## Redefined vacuum: one-photon exchange in Ca$^{17+}$ $1s^2 2s$

### Problem

Li-like calcium, $Z=20$; point nucleus of infinite mass (assumed). Constants: $\alpha^{-1}=137.036$, $mc^2=510\,999$ eV, $E_h=27.2114$ eV. The $1s^2$ shell is counted as vacuum.

(a) Find the change of the electron propagator. (b) Obtain the $2s$–core interaction from the one-loop diagrams. (c) Evaluate it and the $2s$ binding energy.

### Solution

**Conventions.** $\hbar=c=m=1$, Furry picture, Feynman gauge:
$$S(\omega;\mathbf x,\mathbf y)=\sum_n\frac{\psi_n(\mathbf x)\bar\psi_n(\mathbf y)}{\omega-\varepsilon_n(1-i0)},\qquad I(\omega)=\alpha\,(1-\boldsymbol\alpha_1\!\cdot\!\boldsymbol\alpha_2)\frac{e^{i|\omega|r_{12}}}{r_{12}} .$$

**(a)** In the new vacuum the core states $c$ are filled and propagate like the negative continuum, so their poles sit at $\varepsilon_c+i0$. With $\frac1{u-i0}-\frac1{u+i0}=2\pi i\,\delta(u)$:
$$\Delta S=2\pi i\sum_c\delta(\omega-\varepsilon_c)\,\psi_c\bar\psi_c .$$

**(b)** One-loop shifts of the valence state $v$, unrenormalised:
$$E_{\rm SE}=\frac{i}{2\pi}\int\! d\omega\sum_n\frac{\langle vn|I(\omega)|nv\rangle}{\varepsilon_v-\omega-\varepsilon_n(1-i0)},\qquad E_{\rm VP}=-\frac{i}{2\pi}\int\! d\omega\sum_n\frac{\langle vn|I(0)|vn\rangle}{\omega-\varepsilon_n(1-i0)} .$$
The relative minus sign is that of the fermion loop. $\Delta S$ gives finite extra terms with factors $\mp\frac{i}{2\pi}\,2\pi i=\pm1$:
$$\Delta E=\underbrace{\sum_c\langle vc|I(0)|vc\rangle}_{\text{VP: direct}}-\underbrace{\sum_c\langle vc|I(\varepsilon_v-\varepsilon_c)|cv\rangle}_{\text{SE: exchange}} .$$
The imaginary part of the exchange term cancels the $v\to c$ decay width in $E_{\rm SE}$ (Pauli blocking); the real part is the shift. For a hole in core state $a$: set $v\to a$ and reverse the overall sign; the $c=a$ terms cancel.

**(c)** Lengths in $a_0/Z$, energies in $ZE_h=544.228$ eV.

$\alpha Z=0.14595$, $\gamma=\sqrt{1-(\alpha Z)^2}=0.98929$, $N=\sqrt{2+2\gamma}=1.99464$, $s=2\gamma+1$.

Dirac energies: $\varepsilon_{1s}=\gamma$, $\varepsilon_{2s}=N/2$. Hence $2s$ binding $(1-N/2)\,mc^2=1369.7$ eV, and photon energy in the exchange term $(N/2-\gamma)\,mc^2=4101.8$ eV.

*Direct term.* The closed shell carries no current, so $\boldsymbol\alpha_1\!\cdot\!\boldsymbol\alpha_2$ drops out of the sum over $c$; with $\omega=0$ only the Coulomb repulsion stays, to all orders in $\alpha Z$. Normalised radial densities (large plus small component):
$$\rho_{1s}=\frac{2^{s}}{\Gamma(s)}r^{2\gamma}e^{-2r},\qquad \rho_{2s}=\frac{N-1}{N^2\,\Gamma(s)}\,x^{2\gamma}e^{-x}\left[y^2-(N+2)y+N+2\right],$$
with $x=2r/N$, $y=x/(N-1)$. Potential of one $1s$ electron, with $\Gamma(a,z)$ the upper incomplete gamma function:
$$V(r)=\int_0^\infty\!\frac{\rho_{1s}(t)\,dt}{\max(r,t)}=\frac1r\left[1-\frac{\Gamma(s,2r)}{\Gamma(s)}\right]+\frac{2\,\Gamma(2\gamma,2r)}{\Gamma(s)} .$$
Integration gives $J=\int_0^\infty\rho_{2s}V\,dr=0.21200$. Two core electrons:
$$E_{\rm dir}=2J\,ZE_h=230.8\ \text{eV}.$$
For $\gamma\to1$, $J\to17/81$ and $E_{\rm dir}\to228.4$ eV. Relativity adds $2.3$ eV.

*Exchange term, leading order.* For $\alpha Z\to0$, $I\to\alpha/r_{12}$, and only the core electron with spin parallel to $v$ contributes. Radial overlap density of the Schrödinger orbitals: $\rho_{12}=\sqrt2\,r^2(1-r/2)\,e^{-3r/2}$.
$$K=\iint\frac{\rho_{12}(r)\rho_{12}(t)}{\max(r,t)}\,dr\,dt=\frac{16}{729}=0.02195,\qquad E_{\rm exch}=-K\,ZE_h=-11.9\ \text{eV}.$$
Dirac, magnetic and retardation corrections are of relative order $(\alpha Z)^2=0.0213$, a scale of $0.3$ eV. They are not computed here.

*Sum.*
$$\Delta E=E_{\rm dir}+E_{\rm exch}=218.8\ \text{eV},$$
uncertain by a few tenths of an eV. The interaction is repulsive: the core screens the nucleus, and exchange removes $5\,\%$ of the direct term.

*Omitted terms.*

- Two-photon exchange: relative order $1/Z$, scale $\Delta E/Z\approx11$ eV. It arises in the same way from two-loop one-electron diagrams.
- Ordinary SE and VP, the part of $S$ without $\Delta S$: prefactor $\frac{\alpha}{\pi}\frac{(\alpha Z)^4}{n^3}mc^2=0.07$ eV for $n=2$, times a logarithmic factor of a few.

The first limits the result to three figures. Binding energy of the $2s$ electron in this first-order model:
$$1369.7\ \text{eV}-218.8\ \text{eV}\approx1.15\ \text{keV}.$$